Q: The first two rows of this table pull on hcp titanium with 3 GPa and push on it with 3 GPa. Which of the two changes the volume more, and why are they not equal?

Hcp titanium (P6_3/mmc, 2 atoms per cell), relaxed at each applied pressure at zero temperature with its symmetry kept. Changes are relative to the cell relaxed at zero pressure (a = 2.938 Å, c = 4.651 Å, 17.39 Å³ per atom). Ansatz 0.2.0, PBE, plane-wave PAW, scalar-relativistic, no spin polarisation, cutoff 420 eV, k mesh 18×18×10, Gaussian smearing of 0.1 eV.

| applied pressure (GPa) | volume change (%) | enthalpy change (eV/atom) | a change (%) | c change (%) | energy change (meV/atom) |
| --- | --- | --- | --- | --- | --- |
| -3 | 2.87 | -0.330 | 0.99 | 0.87 | 4.8 |
| 3 | -2.54 | 0.321 | -0.86 | -0.84 | 4.0 |
| 8 | -6.15 | 0.840 | -2.14 | -2.00 | 25.3 |
| 15 | -10.41 | 1.536 | -3.68 | -3.43 | 77.9 |
| 30 | -17.46 | 2.934 | -6.37 | -5.85 | 247.0 |
| 60 | -27.12 | 5.454 | -10.58 | -8.84 | 708.3 |

A: The pull does. A negative applied pressure means that the crystal is drawn outwards from all sides, and it then grows by 2.87 %, while the equal push takes away only 2.54 %. Both volume changes are counted from the cell relaxed at zero pressure.

To see why, take the two extremes. Atoms drawn very far apart hardly feel each other, so such a "solid" has no stiffness at all. Atoms pressed close together resist more and more, because their electrons are confined to less space, which raises their kinetic energy, and because the filled 3s and 3p shells of neighbours begin to overlap. The crystal at rest lies between these extremes, so one expects it to be softer on the stretched side and harder on the squeezed side.

The table shows the asymmetry. The cause I give is the standard one: repulsion grows more steeply on compression than the bonding by the d electrons does. The calculation gives only the sum of the two, so it can't tell how much each contributes.

Q: From 3 to 60 GPa the pressure grows twentyfold. Does the compression do the same?

A: It grows a little less than elevenfold, to 27.12 %. Strict proportion could not last in any case. If every 3 GPa took away another 2.54 % of the original volume, nothing would be left near 120 GPa.

Part of the slowing is therefore mere counting, since a crystal that has shrunk has less volume to lose. The bulk modulus removes this part, because it compares a step in pressure with the relative change of the volume that is still there. I take it between neighbouring runs, as the pressure step divided by the drop in the logarithm of the volume. It is 117 GPa between 0 and 3 GPa and 241 GPa between 30 and 60 GPa, so the metal has become about twice as stiff.

A constant stiffness will therefore do for a few GPa, but between 8 and 15 GPa the modulus is already 151 GPa, nearly a third above its value in the first step of compression. For another metal, the pressure should first be compared with that metal's own bulk modulus. A given pressure is a severe squeeze for soft potassium and a mild one for stiff tungsten.

Q: The energy change is positive for the pull and for the push, yet the enthalpy change switches sign. How can both be right?

A: They answer different questions. The energy change asks what it costs to deform the crystal. The cell at zero pressure lies at the bottom of a valley, so a step to either side goes uphill, by 4.8 meV per atom for the pull and 4.0 meV for the push.

The enthalpy is H = E + PV, where E is the energy, P the pressure and V the volume per atom. The second term has the sign of the pressure, and at small pressures it swamps the first. At 3 GPa it makes up 0.317 of the 0.321 eV per atom, and even at 60 GPa it is still 87 % of the whole.

A perfectly rigid solid makes this plain. Its energy would not change at all, and its enthalpy would still rise in a straight line with pressure. The steep and nearly straight rise in the table thus tells us mostly how much room a titanium atom takes up, and rather little about its bonds.

Q: At 60 GPa the energy has risen by 0.71 eV per atom. Why does the crystal shrink at all if that is so expensive?

A: Because staying large would be more expensive still. The rigid solid would have to hold its full 17.39 Å³ per atom against the pressure. Since 1 eV/Å³ is 160.2 GPa, that means 60 × 17.39 / 160.2 = 6.51 eV per atom. The real crystal gets by with 5.454 eV.

By shrinking it saves 1.77 eV in the PV term and pays 0.71 eV in energy, which leaves a gain of about 1.06 eV. It stops where the next bit of shrinkage would cost as much energy as it saves. That balance is what it means to be relaxed at a given pressure.

Q: Could I have guessed the energy cost from the volume alone?

A: Roughly, if you treat the crystal as a linear spring. Let V₀ be the volume at zero pressure. In a linear spring the shrinkage V₀ − V grows in proportion to the pressure, so the average pressure during the squeeze is half the final one, and

energy cost ≈ ½ P (V₀ − V).

Take 30 GPa. The table gives a shrinkage of 17.46 %, which is 0.1746 × 17.39 = 3.04 Å³ per atom. The saving is 30 × 3.04 / 160.2 = 0.569 eV, and half of it is 0.284 eV.

The calculation gives 0.247 eV, so the spring is 15 % too high relative to the computed cost. No constant was adjusted, but the computed volume went in, so this is a guess of the energy only. The error is only a few per cent at 3 GPa, where the rounding of the small energy change blurs it, and grows to 25 % at 60 GPa.

The failure has a simple picture. Plot pressure against shrinkage: the saving is the full rectangle up to the end point, and the energy cost is the area under the curve. A straight line cuts the rectangle in half. A solid that stiffens has a curve that sags below that line, because most of the shrinkage happens early, while the pressure is still low. Part of the sag is again the mere counting met above, because a smaller crystal has less volume to lose, and the rest comes from the rise of the bulk modulus.

Q: Does the crystal keep its shape while it shrinks?

A: Not quite. At 60 GPa the edge a, which lies in the close-packed layers, has shortened by 10.58 %, but the edge c, which runs across them, by only 8.84 %. The ratio c/a rises from 1.583 at zero pressure to 1.614.

Look at what this does to the neighbours. Each atom has six in its own layer and six in the layers above and below. At zero pressure the contacts between layers are shorter by 0.06 Å, and at 60 GPa by only 0.02 Å. Hard spheres are the limiting case: they pack with all twelve distances equal, at a c/a of 1.633. A crystal in which repulsion gains weight may well move that way, since its shortest contacts resist most.

This argument gives a direction but no pace, and the pace changes. The first 30 GPa lift the ratio only to 1.592, while the next 30 GPa bring more than two thirds of its total rise. Pressure is known to move electrons in titanium from s into d states, and this could change the preferred shape as well. To test that idea one would need the d occupations along the series, which these runs don't provide. The faster rise also rests on a single run, far from the equilibrium volume, so runs at 40 and 50 GPa should come before any firm explanation.

Q: Which digits may I trust?

A: That depends on the column. At a fixed pressure the relaxed crystal sits at the minimum of the enthalpy, so a small error in volume hardly changes the enthalpy. The energy has no such protection, because under pressure the crystal sits on a slope of the energy curve. Over the last two steps of the relaxation at 60 GPa the energy still moved by 2.1 meV per atom, while the enthalpy stayed within about 0.2 meV. I would therefore read the energy change in that row as about 0.71 eV: the decimal of the meV value means nothing, and its last whole digit is uncertain too.

The lengths need care where the changes are small. At 3 GPa a and c differ by only 0.02 percentage points. The reference cell kept a stress difference of about 0.04 GPa between its axes, which against a stiffness of roughly 100 GPa can hide a strain of a few hundredths of a percent. That row doesn't show which axis is softer, whereas the differences at 30 and 60 GPa are far above this limit.

In the volume changes the second decimal is uncertain by a unit or two, since some runs ended a few hundredths of a GPa off their target pressures. All rows also share one cutoff and one k mesh, so they can't show how far finer settings would shift the numbers.

Agreement with a real sample is another matter, because the density functional has its own error and the crystal is held at zero temperature without zero-point motion.

Q: Then is titanium at 60 GPa an hcp metal with these dimensions?

A: The table can't say so. Titanium is known to turn into another structure, the omega phase, at pressures of very roughly 10 GPa or less. These relaxations had no way to find it: they kept the hcp symmetry, and the omega phase needs three atoms in its cell where this one has two. The rows at high pressure describe what hcp titanium would be like if it survived.

The smoothness of the volumes is no evidence that it does. A crystal confined to one valley follows that valley smoothly, even when a deeper one has opened next to it. If the symmetry were released in a larger cell, the atoms might move, or they might stay trapped behind a barrier.

The sound test is to relax the omega phase at the same pressures and compare enthalpies, because at a given pressure and zero temperature the phase with the lower enthalpy is the stable one. Comparing energies would mislead, since it leaves out the saving that a denser phase makes in the PV term. At low pressure even this test is delicate. The two phases lie close together there, and PBE calculations are known to put omega slightly below hcp already at zero pressure, so the vibrations left out here can decide the order. Whatever the test gives, the rows of this table describe how the hcp phase responds to pressure, not which phase a sample will have.
